**Notes: cutoff tail of long-range MP2, two electrons in a cubic cell**

Hartree atomic units. I want $\Delta=E(k_c)-E(\infty)>0$, the opposite-spin second-order energy per electron lost by keeping only momentum transfers $|\mathbf q|\le k_c$, for the interaction $\mathrm{erf}(\mu r)/r$. Denominators are kinetic.

**Common start.** An up-down pair scatters $(\mathbf k_1,\mathbf k_2)\to(\mathbf k_1+\mathbf q,\mathbf k_2-\mathbf q)$ with element $v(q)/\Omega$ and denominator $q^2+\mathbf q\cdot(\mathbf k_1-\mathbf k_2)$. In the gas this is $q^2$ up to a relative $O(k_F^2/k_c^2)$ after averaging. In my cell both electrons have $\mathbf k=0$, so it is exactly $q^2$. With $N_\uparrow N_\downarrow/(N\Omega)=n/4$,
$$\Delta=\frac{n}{4\Omega}\sum_{q>k_c}\frac{v(q)^2}{q^2}\;\to\;\frac n4\int_{q>k_c}\!\frac{d^3q}{(2\pi)^3}\frac{v^2}{q^2}=2n\int_{k_c}^\infty\!\frac{g(q)^2}{q^4}\,dq,$$
where $v=4\pi g/q^2$. Coulomb, $g=1$, gives $2n/(3k_c^3)$.

Illustrative inputs: $L=2\pi$ bohr, so $q^2$ is an integer in bohr$^{-2}$, $n=2/L^3=0.00806$ bohr$^{-3}$, $r_s=3.09$ bohr; $\mu=1$ and $k_c=4$ bohr$^{-1}$. This keeps 257 plane waves, and the first omitted shell has $q^2=17$. The Coulomb formula gives $8.4\times10^{-5}$ hartree.

**First attempt (wrong).** I wrote

(W) $\quad g(q)=e^{-q^2/\mu^2}$.

Then $g^2=e^{-2q^2/\mu^2}$, and one integration by parts gives the wrong result
$$\Delta_W\simeq\frac{n\mu^2e^{-2k_c^2/\mu^2}}{2k_c^5}=5.0\times10^{-20}\ \text{hartree}.$$

**Symptom.** The interaction at contact must be $\lim_{r\to0}\mathrm{erf}(\mu r)/r=2\mu/\sqrt\pi$. Transforming (W) back,
$$\int\!\frac{d^3q}{(2\pi)^3}v=\frac2\pi\int_0^\infty\!e^{-q^2/\mu^2}dq=\frac{\mu}{\sqrt\pi},$$
which is half of that. The short-range remainder fails too: $4\pi(1-g)/q^2\to4\pi/\mu^2$ at $q\to0$, whereas $\int d^3r\,\mathrm{erfc}(\mu r)/r=\pi/\mu^2$.

**Faulty line.** It is (W). Since $-\nabla^2[\mathrm{erf}(\mu r)/r]=4\pi\rho$ with $\rho=(\mu^2/\pi)^{3/2}e^{-\mu^2r^2}$, $g$ is the transform of $\rho$. Completing the square, $-\mu^2x^2-iq_xx=-\mu^2(x+iq_x/2\mu^2)^2-q_x^2/4\mu^2$, so $g=e^{-q^2/4\mu^2}$. I had dropped the 4, and so transformed $\mathrm{erf}(\mu r/2)/r$.

**Mended.** Now $g^2=e^{-q^2/2\mu^2}$. Using $e^{-q^2/2\mu^2}=-(\mu^2/q)\,\partial_q e^{-q^2/2\mu^2}$ repeatedly,
$$\Delta=2n\int_{k_c}^\infty\!\frac{e^{-q^2/2\mu^2}}{q^4}dq=\frac{2n\mu^2e^{-k_c^2/2\mu^2}}{k_c^5}\left[1-\frac{5\mu^2}{k_c^2}+\frac{35\mu^4}{k_c^4}-\dots\right].$$
For $k_c\gg\mu,k_F$ the leading term replaces $2n/(3k_c^3)$. The long-range interaction is finite at contact and produces no cusp, so the power-law tail is gone. Putting $\mu\to\mu/2$ in the leading term returns $\Delta_W$, which confirms the diagnosis.

**Size of the error.** In this cell the lattice sum is $\Delta=\frac{1}{8\pi^4}\sum_{q^2\ge17}g^2/q^6$. In hartree per electron:

| | wrong ($10^{-20}$) | mended ($10^{-9}$) | ratio ($10^{11}$) |
|---|---|---|---|
| leading term | 5.0 | 5.3 | 1.1 |
| full integral | 4.6 | 4.1 | 0.89 |
| lattice sum | 2.3 | 4.3 | 1.8 |

The first ratio is $4e^{3k_c^2/2\mu^2}$. The slip leaves $\Delta$ eleven orders of magnitude too small. It also makes the exponent reach any target value at half the true cutoff, so I would have chosen too small a basis.

The remaining approximations are modest beside that, though not negligible. The first correction in the bracket is $5\mu^2/k_c^2=0.31$, and the whole bracket is 0.78. The lattice sum lies 5% above the integral for the mended $g$. For the steeper wrong $g$ it falls to about half, because nothing lies between $q^2=16$ and 17. Hartree–Fock denominators with the Madelung-type treatment of the $q=0$ exchange term shift the occupied level by $\Omega^{-1}\sum_{\mathbf q\ne0}v(q)-2\mu/\sqrt\pi=-0.44$ hartree. That adds 0.88 to denominators of 17 or more and lowers $\Delta$ by about 5%. The model's missing energy is therefore about $4\times10^{-9}$ hartree per electron, not a few $10^{-20}$.